# Appendix. The Burton–Prim–Slichter effective distribution coefficient

## A.1 Definitions and premises

Let $z$ be the distance from the growth interface into the melt, in the frame of the interface, and $c(z)$ the mass fraction of a dilute solute in the melt, with $c_0=c(0)$ and bulk value $c_L$. The crystal grows with mass fraction $c_S$. The interface and effective distribution coefficients are

$$k=\frac{c_S}{c_0},\qquad k_{\rm eff}=\frac{c_S}{c_L}. \tag{1}$$

For a dilute dopant in a stoichiometric melt, atom fractions give the same two numbers. Concentrations per volume multiply both by $\rho_S/\rho_L$, the ratio of crystal to melt density. The premises are these.

1. The interface is planar and advances steadily, the crystal lengthening at the rate $V_S$.
2. $k$ is independent of $c_0$ and uniform over the face. It equals the equilibrium coefficient only if the interface is in local equilibrium, which the derivation does not need.
3. Diffusion in the solid, thermodiffusion and evaporation are negligible.
4. The melt is incompressible and Newtonian, with constant $\rho_L$, kinematic viscosity $\nu$ and solute diffusivity $D$.
5. The crystal face acts as an infinite disc turning at angular velocity $\omega$ (rad/s) on a deep melt that does not rotate far away. The flow is laminar and free of buoyancy.

Mass conservation across the interface fixes the speed $V$ at which melt enters it:

$$V=V_S\,\rho_S/\rho_L. \tag{2}$$

In Czochralski pulling without crucible lift, $V_S$ exceeds the pull rate $V_p$ by the rate at which the melt level falls. For crystal radius $R$, crucible radius $R_c$ and a constant meniscus that rate is $\rho_SR^2V_S/\rho_LR_c^2$, so $V_S=V_p/(1-\rho_SR^2/\rho_LR_c^2)$.

## A.2 Solute balance for a general axial flow

Steady transport obeys $\mathbf u\cdot\nabla c=D\nabla^2c$. Suppose the axial velocity $w$ depends on $z$ alone, as Sec. A.4 shows for the disc. The boundary conditions do not depend on radius either, so $c=c(z)$ is a solution, the radial and azimuthal velocities drop out, and

$$D\,c''=w(z)\,c',\qquad w(0)=-V. \tag{3}$$

At the interface the solute mass flux in the melt along $+z$ is $\rho_L(-Vc_0-Dc'(0))$. It equals the flux in the crystal, $-\rho_SV_S\,kc_0=-\rho_LVkc_0$ by (2). Hence

$$-D\,c'(0)=V(1-k)\,c_0,\qquad c(\infty)=c_L. \tag{4}$$

Equation (3) is of first order in $c'$, so $c'(z)=c'(0)\exp[D^{-1}\int_0^zw\,dz']$. A second integration from $0$ to $\infty$ gives $c_L-c_0=c'(0)\,J$ with the length

$$J=\int_0^\infty\exp\Big[\frac1D\int_0^z w(z')\,dz'\Big]dz. \tag{5}$$

Inserting $c'(0)$ from (4) yields $c_L=c_0[1-(1-k)VJ/D]$, and with (1)

$$k_{\rm eff}=\frac{k}{1-(1-k)\Delta},\qquad \Delta=\frac{VJ}{D}. \tag{6}$$

All hydrodynamics sits in $\Delta$, which does not depend on $k$. Without stirring $w=-V$, $J=D/V$, $\Delta=1$ and $k_{\rm eff}=1$. A flow towards the interface makes $w<-V$, lowers the integrand of (5) and gives $0<\Delta<1$, so $k_{\rm eff}$ lies between $k$ and 1. For $k>1$, (6) reads $k_{\rm eff}=k/[1+(k-1)\Delta]$. The inequality $k\Delta<1+(k-1)\Delta$ is equivalent to $\Delta<1$, and therefore

$$k_{\rm eff}<1/\Delta\quad\text{for every }k>1. \tag{7}$$

A crystal cannot take up solute faster than the boundary layer delivers it.

## A.3 The film form

Replace the real flow by a film in which $w=-V$ for $z<\delta$, with perfect mixing, $c=c_L$, beyond. The integral (5) then ends at $\delta$:

$$J=\int_0^\delta e^{-Vz/D}dz=\frac DV\big(1-e^{-V\delta/D}\big),\qquad \Delta=1-e^{-V\delta/D}. \tag{8}$$

The denominator of (6) becomes $1-(1-k)+(1-k)e^{-V\delta/D}$, which gives the result of Burton, Prim and Slichter (1953):

$$k_{\rm eff}=\frac{k}{k+(1-k)\,e^{-V\delta/D}}. \tag{9}$$

The profile in the film is $c(z)=c_0[k+(1-k)e^{-Vz/D}]$, which satisfies (3), the flux condition in (4) and $c(\delta)=c_L$. With the Péclet number ${\rm Pe}=V\delta/D$, $k_{\rm eff}\to k$ for ${\rm Pe}\to0$ and $k_{\rm eff}\to1$ for ${\rm Pe}\to\infty$. Inverting (9) gives

$$\frac1{k_{\rm eff}}-1=\Big(\frac1k-1\Big)e^{-V\delta/D}, \tag{10}$$

so $\ln|1/k_{\rm eff}-1|$ against $V$ is a line of slope $-\delta/D$ and intercept $\ln|1/k-1|$ if $k$ and $\delta$ do not vary with $V$.

No such film exists in the melt. Since any $\Delta$ between 0 and 1 can be written as in (8), equation (9) is exact under the premises when $\delta$ is defined by

$$\delta=-\frac DV\ln(1-\Delta). \tag{11}$$

The approximation lies in the value given to $\delta$. For $V\to0$, (11) gives $\delta\to J(V=0)$.

## A.4 Flow under the rotating crystal

In cylindrical coordinates let $(u,v,w)$ be the radial, azimuthal and axial velocities. Von Kármán's similarity form (1921) is

$$u=r\omega F(\zeta),\quad v=r\omega G(\zeta),\quad w=\sqrt{\nu\omega}\,H(\zeta),\quad \zeta=z\sqrt{\omega/\nu}. \tag{12}$$

The axial momentum equation then contains no $r$ apart from the pressure term, so $\partial p/\partial r$ is independent of $z$. It vanishes far away, where the melt does not rotate, and hence everywhere. Continuity, $r^{-1}\partial_r(ru)+\partial_zw=0$, gives $\omega(2F+H')=0$. In the radial equation

$$u\,\partial_ru+w\,\partial_zu-\frac{v^2}{r}=\nu\Big(\partial_r^2u+\frac{\partial_ru}{r}-\frac{u}{r^2}+\partial_z^2u\Big)$$

the three radial viscous terms cancel because $u\propto r$, and each remaining term carries $r\omega^2$. The azimuthal equation has $u\,\partial_rv+w\,\partial_zv+uv/r$ on the left and the same operator acting on $v$ on the right. The result is

$$H'=-2F,\qquad F''=F^2+HF'-G^2,\qquad G''=2FG+HG', \tag{13}$$

with $F(0)=0$, $G(0)=1$ (no slip), $F(\infty)=G(\infty)=0$ and $H(0)=-s$, where $s=V/\sqrt{\nu\omega}$ measures the suction due to growth.

In crystal pulling $s\ll1$. We keep $-V$ as an additive term in $w$, where it dominates at small $z$, and take the rest of the flow from the solution with $s=0$. This neglects changes of relative order $s$ in the coefficients below. Put $F'(0)=a$ and $G'(0)=b$. At $\zeta=0$, (13) gives $F''=-1$. Differentiating the second equation gives $F'''=2FF'+H'F'+HF''-2GG'$, which equals $-2b$ at the wall. Thus $F=a\zeta-\zeta^2/2-b\zeta^3/3+\dots$, and integration of $H'=-2F$ gives

$$H=-a\zeta^2+\tfrac13\zeta^3+\tfrac b6\zeta^4+\dots \tag{14}$$

The slopes $a$ and $b$ are fixed by the conditions at infinity and have no closed form. The numerical solution of (13), first given accurately by Cochran (1934), enters here as an input: $a=0.51023$ and $b=-0.61592$ in modern tabulations. In that solution $F>0$, so $H$ decreases monotonically: melt is thrown outward along the face and drawn axially towards it, as assumed for (7).

## A.5 The layer thickness

With the Schmidt number ${\rm Sc}=\nu/D$ and $w=-V+\sqrt{\nu\omega}\,H$, the exponent in (5) is

$$-\frac{Vz}{D}+{\rm Sc}\int_0^\zeta H\,d\zeta'=-\frac{Vz}{D}+{\rm Sc}\Big(-\frac{a\zeta^3}{3}+\frac{\zeta^4}{12}+\frac{b\zeta^5}{30}+\dots\Big).$$

For ${\rm Sc}\gg1$ the integrand dies at small $\zeta$, where (14) holds. Set $\zeta=\epsilon x$ with $\epsilon=(3/a\,{\rm Sc})^{1/3}$, so that $z=\ell x$ with $\ell=\epsilon\sqrt{\nu/\omega}$, and let $q=V\ell/D$. Using ${\rm Sc}\,\epsilon^3=3/a$,

$$\Delta=q\int_0^\infty\exp\Big[-qx-x^3+\frac{\epsilon}{4a}x^4+\frac{b\epsilon^2}{10a}x^5+\dots\Big]dx. \tag{15}$$

The moments needed follow from the substitution $t=x^3$:

$$M_n=\int_0^\infty x^ne^{-x^3}dx=\tfrac13\Gamma\Big(\frac{n+1}{3}\Big). \tag{16}$$

**Leading order.** For $q\to0$ and $\epsilon\to0$, $J=\ell M_0$ with $M_0=\Gamma(4/3)=0.893$. Since $(3/a)^{1/3}=1.805$ and ${\rm Sc}^{-1/3}\nu^{1/2}=D^{1/3}\nu^{1/6}$,

$$\delta_0=\Gamma(4/3)\Big(\frac3a\Big)^{1/3}{\rm Sc}^{-1/3}\sqrt{\frac\nu\omega}=1.61\,D^{1/3}\nu^{1/6}\omega^{-1/2}, \tag{17}$$

the prefactor being 1.612 to four figures. This is the Levich thickness of the rotating disc. Equation (9) with $\delta=\delta_0$ is the standard working formula, with ${\rm Pe}_0=V\delta_0/D=M_0q\propto VD^{-2/3}\nu^{1/6}\omega^{-1/2}$.

**Finite growth rate.** At $\epsilon=0$, expanding $e^{-qx}$ in (15) gives $\Delta=M_0q-M_1q^2+\dots$. Then $-\ln(1-\Delta)=\Delta+\Delta^2/2+\dots=M_0q-(M_1-M_0^2/2)q^2+\dots$, and (11) yields

$$\frac{\delta}{\delta_0}=1-\Big(\frac{M_1}{M_0^2}-\frac12\Big){\rm Pe}_0+\dots=1-0.0660\,{\rm Pe}_0+\dots \tag{18}$$

with $M_1=\Gamma(2/3)/3=0.451$. The coefficient is small because the exponential film form already contains the term $M_0^2q^2/2$, which reproduces most of $M_1q^2$. At ${\rm Pe}_0=1$ the full integral gives $\delta/\delta_0=0.935$ and the linear form 0.934. At large $q$ the constant-$\delta$ form fails in kind. Integration by parts gives $1-\Delta=\int_0^\infty3x^2e^{-qx-x^3}dx\to6/q^3$, so $k_{\rm eff}$ approaches 1 as a power of $V$ and not exponentially.

**Finite Schmidt number.** At $q\to0$, expanding the last two terms of the exponent to order $\epsilon^2$ gives

$$\frac{J}{\ell M_0}=1+\frac{\epsilon}{4a}\frac{M_4}{M_0}+\epsilon^2\Big[\frac{M_8}{32a^2}+\frac{bM_5}{10a}\Big]\frac1{M_0},$$

with $M_4=\Gamma(5/3)/3$, $M_5=1/3$ and $M_8=2/3$. Inserting $\epsilon=1.805\,{\rm Sc}^{-1/3}$,

$$\frac\delta{\delta_0}=1+0.298\,{\rm Sc}^{-1/3}+0.145\,{\rm Sc}^{-2/3}+\dots, \tag{19}$$

the correction given by Newman (1966). It is positive because the inflow grows more slowly than $\zeta^2$ away from the wall. The corrections (18) and (19) have opposite signs and multiply to first order.

**Axial profile.** If the boundary layer holds little solute compared with the melt and $c_L$ changes slowly, the balance for the solidified mass fraction $g$ is $d[(1-g)c_L]=-k_{\rm eff}c_L\,dg$. For constant $k_{\rm eff}$ this integrates to $c_S=k_{\rm eff}\,c_L(0)\,(1-g)^{k_{\rm eff}-1}$, the normal-freezing law from which $k_{\rm eff}$ is usually read.

## A.6 Range of validity

- **Thin solute layer.** Equation (17) needs ${\rm Sc}^{-1/3}\ll1$, and (19) gives the size of the departure.
- **Slow growth.** ${\rm Pe}_0\lesssim1$ keeps the constant-$\delta$ form within 7 %, and $s\ll1$ keeps the flow unchanged.
- **Wide, flat face.** The similarity solution needs $R\gg\sqrt{\nu/\omega}$, that is ${\rm Re}=\omega R^2/\nu\gg1$, and a melt much deeper than $\sqrt{\nu/\omega}$. Laminar flow needs Re below a typical limit of order $10^5$. The rim, and a face curved by more than a small slope, fall outside the theory. - **Uniform $k$.** Near the face $u\approx a\,r\omega\zeta$ carries the solute layer outward. At height $\delta_0$ and in the time $\delta_0^2/D$ this velocity covers $a\,r\,\omega^{3/2}\nu^{-1/2}\delta_0^3/D=3M_0^3\,r=2.1\,r$, so the layer recovers from a step in $k$ over a distance of order the radius and not of order $\delta$. If $k$ changes at a radius $r_1\gg\delta$, the reduction $c=c(z)$ survives only in the central, upstream region. Outside it $c_0$ starts from the central value and relaxes slowly. With $u=Srz$, $w=-Sz^2$, $S=a\omega^{3/2}\nu^{-1/2}$ and $V\to0$, the nodeless disturbance $r^{-2}e^{-Sz^3/3D}$ solves $u\,\partial_rc+w\,\partial_zc=D\,\partial_z^2c$ with no flux at the face, so (9) is regained only at several times $r_1$.
- **Rotation-dominated flow.** The squared buoyant velocity scale $g_0\beta\,\Delta T\,h$ (gravity $g_0$, expansion coefficient $\beta$, temperature difference $\Delta T$, melt depth $h$) must be small against $(\omega R)^2$. Otherwise, or with a rotating crucible or surface-tension-driven flow reaching under the crystal, (9) survives only with $\delta$ as a local fitted length.
- **Steady state.** The layer adjusts on the time scale $\delta^2/D$. Growth-rate oscillations that are not slow on this scale, such as those from rotation in an asymmetric thermal field, are not followed by (9) at the instantaneous $V$.
- **Constant $k$.** On a facet, growth proceeds by lateral step flow at a finite undercooling and $k$ is a kinetic quantity that may vary with $V$, which bends the plot (10). For an ionised donor $k$ is independent of doping only while the doping stays below the intrinsic carrier density at the melting point, typically of order $10^{18}$ cm$^{-3}$ in InSb.
- **Planar stability.** By (4) the liquidus temperature rises into the melt with gradient $|m(1-k)|\,Vc_0/D$, where $m$ is the liquidus slope. The actual gradient in the melt must exceed this value, for the dopant and for any excess In or Sb.

## A.7 Illustration: Te in pulled InSb

Te is a shallow donor in InSb. The compiled electron mass $0.0135\,m_e$ (0 K, Vurgaftman 2001) and static dielectric constant 17.9 (300 K, Rakita 2019) give a hydrogenic binding energy ${\rm Ry}\,(m^*/m_e)/\varepsilon^2=0.57$ meV and a radius $a_0\varepsilon\,m_e/m^*=70$ nm. At $10^{17}$ cm$^{-3}$ the spacing $n^{-1/3}$ is 22 nm, so the donor states overlap and do not bind. In an uncompensated crystal at 77 K, where intrinsic carriers are negligible, the electron density therefore maps the Te content $c_S$.

The growth inputs are typical or illustrative: $\rho_S\approx5.76$ and $\rho_L\approx6.48$ g/cm$^3$, $\nu\approx3.6\times10^{-3}$ cm$^2$/s, $D\approx2\times10^{-5}$ cm$^2$/s (the least certain), $V_S=2.0$ cm/h, $R=1.5$ cm and 30 rpm. Te shows the facet effect described for InSb by Hulme and Mullin (1959). We take $k\approx0.5$ on the rough part of the interface and $k\approx4$ on the {111} facet, the magnitudes typically quoted, and use them as interface coefficients, each at first for a face of uniform $k$.

Then $\rho_S/\rho_L=0.889$, $V=4.94\times10^{-4}$ cm/s, $D/V=405$ µm, $\omega=3.14$ rad/s, ${\rm Sc}=180$, ${\rm Sc}^{-1/3}=0.177$ and $\sqrt{\nu/\omega}=339$ µm. Equation (17) gives $\delta_0=96.6$ µm, so ${\rm Pe}_0=0.239$ and $e^{-{\rm Pe}_0}=0.788$. From (9), $k_{\rm eff}=0.559$ for a wholly rough face and 2.44 for a facetted one. The melt at the interface is enriched to $c_0/c_L=1.12$ in the first case and depleted to 0.61 in the second.

The Schmidt terms (19) add 5.3 % and 0.5 % to $\delta$, a factor 1.057, and the growth term (18) removes 1.6 %, a factor 0.984. Together $\delta=1.04\,\delta_0$, ${\rm Pe}=0.248$, and $k_{\rm eff}=0.562$ and 2.41. Direct quadrature of (15) with the terms written gives the same two values. The third figures serve only to show the size of these corrections. The suction parameter is $s=0.0046$ and ${\rm Re}=2.0\times10^3$, both safe. The uncorrected formula at three rotation rates gives:

| rpm | $\delta_0$ (µm) | ${\rm Pe}_0$ | $k_{\rm eff}$, $k=0.5$ | $k_{\rm eff}$, $k=4$ | ratio | bound $1/\Delta$ |
|---|---|---|---|---|---|---|
| 10 | 167 | 0.41 | 0.60 | 2.0 | 3.3 | 3.0 |
| 30 | 97 | 0.24 | 0.56 | 2.4 | 4.4 | 4.7 |
| 100 | 53 | 0.13 | 0.53 | 2.9 | 5.5 | 8.2 |

The boundary layer pulls both coefficients towards 1, so the ratio between the two uniform faces lies below the interface value of 8. On a face with a central facet inside a rough annulus, the $k=4$ column holds on the facet, which lies upstream. The annulus receives the depleted layer: at 30 rpm $c_0/c_L=0.61$ at the facet edge, so $k_{\rm eff}$ starts near $0.5\times0.61\approx0.3$, the step across the edge is the full factor 8, and the $k=0.5$ column and the tabulated ratio are approached only at several facet radii. The uncertainty of $D$ outweighs the corrections: at 30 rpm, $D=1\times10^{-5}$ cm$^2$/s gives ${\rm Pe}_0=0.38$ and $k_{\rm eff}=0.59$ and 2.1, while $5\times10^{-5}$ cm$^2$/s gives 0.13, 0.53 and 2.9.

Two premises are marginal. With illustrative $\beta\approx1\times10^{-4}$ K$^{-1}$, $\Delta T\approx10$ K, $h\approx2$ cm and $g_0=981$ cm/s$^2$, the ratio $g_0\beta\Delta Th/(\omega R)^2$ is 0.088 at 30 rpm but 0.80 at 10 rpm, where buoyant flow rivals the forced flow and can change $\delta$ by a factor of order one. The time $\delta_0^2/D=4.7$ s at 30 rpm exceeds the rotation period of 2 s, so (9) describes the mean Te level and not the rotational striations.

The model's result at 30 rpm is $k_{\rm eff}\approx0.56$ on a rough face far from any facet and $\approx2.4$ on a central facet. The first number is tied to the input 0.5 and tests nothing about InSb; at the facet edge the model's value lies 39 % below that typical 0.5. The second lies about 40 % below the value near 4 typically quoted for facet-grown material, because that value was inserted as $k$ although it is commonly read from pulled crystals as an effective coefficient. By (7), $k_{\rm eff}=4$ requires $\Delta<1/4$, or ${\rm Pe}<\ln(4/3)=0.288$, which the inputs violate at 10 rpm. At 30 rpm, (10) would demand $k=21$ with ${\rm Pe}_0$ and $k=26$ with the corrected Pe. Near the bound the inversion is ill-conditioned, so a facet coefficient can be extracted reliably only at small Pe, that is at slow growth and fast rotation.